Q: I want the energy of this titanium aluminide, the forces on its atoms and its pressure. The calculation asks me for a k mesh. What am I choosing?

A: You are choosing how finely to sample the electron waves. In a crystal each wave changes its phase from cell to cell, and the wave vector k tells by how much. Energy, forces and stress are built from averages over all k, which the program replaces by sums over a mesh. A finer mesh should bring the sum closer to the true average, so the errors should shrink down the table.

TiAl2 (space group Cmmm, 6-atom cell) at fixed atoms, computed with Ansatz 0.2.0: r2SCAN, PAW, plane-wave cutoff 500 eV, no spin polarization, Gaussian smearing of 0.1 eV, Gamma-centred k meshes. The reference is the 16x16x16 mesh. Energies are taken at zero smearing, pressure is positive in compression, and the force change is the largest over atoms and axes.

| k mesh | energy less reference (meV per atom) | pressure less reference (GPa) | largest force change (eV/Å) | pressure (GPa) |
| --- | --- | --- | --- | --- |
| 1x1x1 | 927.1 | 0.627 | 3.190 | -1.189 |
| 2x2x2 | 63.8 | 0.138 | 0.437 | -1.678 |
| 4x4x4 | 2.7 | 0.068 | 0.073 | -1.748 |
| 6x6x6 | 2.1 | 0.033 | 0.023 | -1.783 |
| 8x8x6 | 1.2 | 0.021 | 0.032 | -1.795 |
| 8x8x8 | -0.1 | 0.001 | 0.013 | -1.815 |
| 10x10x10 | -0.3 | -0.005 | 0.006 | -1.821 |
| 10x10x8 | -0.2 | 0.001 | 0.006 | -1.815 |
| 12x12x12 | 0.1 | -0.001 | 0.004 | -1.817 |
| 14x14x14 | -0.1 | -0.002 | 0.003 | -1.818 |

Q: Broadly they do. Is the first row just the worst case of the same error?

A: No, it describes a different kind of solid. With a single k point the calculation finds a gap of 1.32 eV between filled and empty levels, whereas every other mesh gives a metal. The 36 electrons of the cell fill exactly 18 levels at that one point. Elsewhere in k space the next band dips below the top of the eighteenth, and electrons spill into it, but a single point cannot see this.

The chemistry suffers too. At this point all orbitals repeat with the same phase in every cell. Some p and d orbitals bond to the next cell only when the phase alternates, and those combinations are missing. The force on titanium even points the wrong way: +2.2 eV/Å, against −0.97 eV/Å with the 16x16x16 mesh, which is the reference for all errors here.

Q: Yet its pressure is off by only 0.6 GPa.

A: Pressure is the average of three stresses, one for each direction. In this row their errors are about +21, −28 and +9 GPa, and they almost cancel. The pressure looks tolerable although each stress is useless.

Q: Among the metallic rows, 8x8x6 puzzles me. It has more points than 6x6x6 but a larger force error.

A: That is the only rise in the force column, and it can be sized. Suppose that the force error depended only on the number of points and fell as a power of it. The meshes 6x6x6, 8x8x6 and 8x8x8 hold 216, 384 and 512 points. On a logarithmic scale the middle one lies a fraction

$$w=\frac{\ln(384/216)}{\ln(512/216)}\approx 0.67$$

of the way from the first to the last.

The largest force changes of the two outer meshes are 0.023 and 0.013 eV/Å. The middle one should then have

$$0.023\times\left(\frac{0.013}{0.023}\right)^{0.67}\approx 0.016\ \text{eV/Å}.$$

The calculation gives 0.032 eV/Å, twice as much. The 8x8x6 row was not used in the estimate, so this is a real miss. The number of points alone is a poor measure.

Q: What is a better one?

A: Start with the spacing in each direction. The crystal has two short repeats, 3.96 and 4.03 Å. The first two divisions of the mesh belong to two slanted edges of the six-atom cell, which together add up to the 3.96 Å repeat. The third division belongs to the 4.03 Å edge. For a repeat of length $L$ and $n$ divisions, neighbouring planes of k points then lie $2\pi/(nL)$ apart. The two short repeats are nearly equal, so they need nearly equal $n$. In 8x8x6 the spacing is 0.20 Å⁻¹ along the 3.96 Å repeat but 0.26 Å⁻¹ along the 4.03 Å repeat. In that second direction, the third axis of the mesh, it is no finer than 6x6x6.

The next row confirms where the weakness lies. Going from 8x8x6 to 8x8x8 adds points along the third axis alone, and the force on titanium shifts by 0.045 eV/Å. That is more than the whole error of 8x8x6, so the force passes the reference and ends slightly on the other side.

Q: That explains why 8x8x6 is no better than 6x6x6. Why is it worse?

A: Because errors have signs. Refining only the first two axes of 6x6x6 moves the titanium force 0.009 eV/Å further from the reference. The likely reading is that the coarse sampling in those directions had offset part of the error from the third axis. The extra points still did some good: the errors in energy, in pressure and in the force on aluminium all fell.

Q: Why should an error have a sign that changes with the mesh?

A: This is a matter of theory, since no row isolates it. In a metal the states are filled up to the Fermi level and empty above it, so the quantity being averaged has a steep edge in k space. Each mesh places its points differently about that edge. The Fermi level is adjusted to keep the number of electrons right, but some filled states still count too much and others too little. Smearing the occupations softens the edge but doesn't remove it. In an insulator the bands are entirely full or empty, there is no such edge, and the sum settles faster and more smoothly.

Q: Does this also explain why the energy hardly improves between 4x4x4 and 6x6x6?

A: It may. The energy error falls by a factor of about 24 from 2x2x2 to 4x4x4, then by only 1.3 in the next step. A fortunate cancellation at 4x4x4 would produce such a stall, but so would an unusually large error at 6x6x6, and the table can't tell the two apart. The forces of that row do show how uneven a coarse mesh can be: titanium is within 0.003 eV/Å of the reference, while aluminium is off by 0.073 eV/Å.

Q: Then 10x10x8 should be worse than 10x10x10. Its pressure is better.

A: The pressure misleads you again. Its error is below 0.002 GPa in size for 10x10x8 and about 0.005 GPa for 10x10x10. But the largest error in a single stress is 0.08 GPa for the first and 0.01 GPa for the second, as the signed errors in the printed output show. The uneven mesh is the poorer one for stress, and the average hides it.

Here the spacing rule is not the whole story. The 8x8x8 mesh is just as coarse along the third axis, yet its largest stress error is only 0.02 GPa. Perhaps its errors from different directions offset each other, but no run in the table separates them.

Q: So which mesh do I take?

A: For energies, 8x8x8 is enough here: from that mesh on, every row lies within 0.3 meV per atom of the reference, and the order among them has no meaning. The largest force error among those rows is about 0.013 eV/Å. If you need the shape of the cell, judge by the separate stresses and not by the pressure: in the meshes with equal divisions from 10x10x10 on, each stress is within about 0.013 GPa of the reference. For a similar metal with other cell edges, choose the divisions so that neighbouring k points lie about equally far apart along the three axes of the mesh. Then repeat the run with a finer mesh and compare each force and each stress, not only the energy and the pressure.

Numerical output:

```
Signed errors against 16x16x16 (forces in eV/angstrom and stresses in GPa):
       row  Ti force  Al force   stress x  stress y  stress z  largest stress error
     1x1x1      3.19     1.995      21.02    -27.82     8.681                 27.82
     2x2x2    0.4372    0.1116      1.735   -0.1787    -1.142                 1.735
     4x4x4   0.00289   0.07328     0.1253  -0.05374    0.1325                0.1325
     6x6x6   0.02308   0.01343   -0.04248  -0.03756    0.1808                0.1808
     8x8x6   0.03167   0.00342    0.01322   0.00529   0.04474               0.04474
     8x8x8  -0.01345  -0.00849    0.01145   0.01478  -0.02251               0.02251
  10x10x10   0.00558   0.00332   -0.01264  -0.00986  0.008663               0.01264
   10x10x8   -0.0004  -0.00556    0.02019   0.06635  -0.08182               0.08182
  12x12x12    0.0043  -0.00165  -0.004478  -0.00125  0.002992              0.004478
  14x14x14  -0.00115  -0.00272  -0.003926   0.00974  -0.01087               0.01087
Energy error of 1x1x1 over that of 2x2x2: 14.53
Force error of 1x1x1 over that of 2x2x2: 7.3
Pressure error of 1x1x1 over that of 2x2x2: 4.543
Largest stress error over pressure error in 1x1x1: 44.38
Energy error of 2x2x2 over that of 4x4x4: 23.63
Energy error of 4x4x4 over that of 6x6x6: 1.286
Smooth estimate of the force error of 8x8x6 in eV/angstrom: 0.01572
Computed force error of 8x8x6 over the smooth estimate: 2.035
Energy change from 6x6x6 to 8x8x6 in meV per atom: -0.9
Energy change from 8x8x6 to 8x8x8 in meV per atom: -1.3
Ti force change from 6x6x6 to 8x8x6 in eV/angstrom: 0.00859
Ti force change from 8x8x6 to 8x8x8 in eV/angstrom: -0.04512
Spacing of sampling planes along the 3.96 angstrom edge in 8x8x6 in 1/angstrom: 0.1984
Spacing of sampling planes along the 4.03 angstrom edge in 8x8x6 in 1/angstrom: 0.2598
Largest stress error of 10x10x8 over that of 10x10x10: 6.471
Largest energy error from 8x8x8 on in meV per atom: 0.3
```
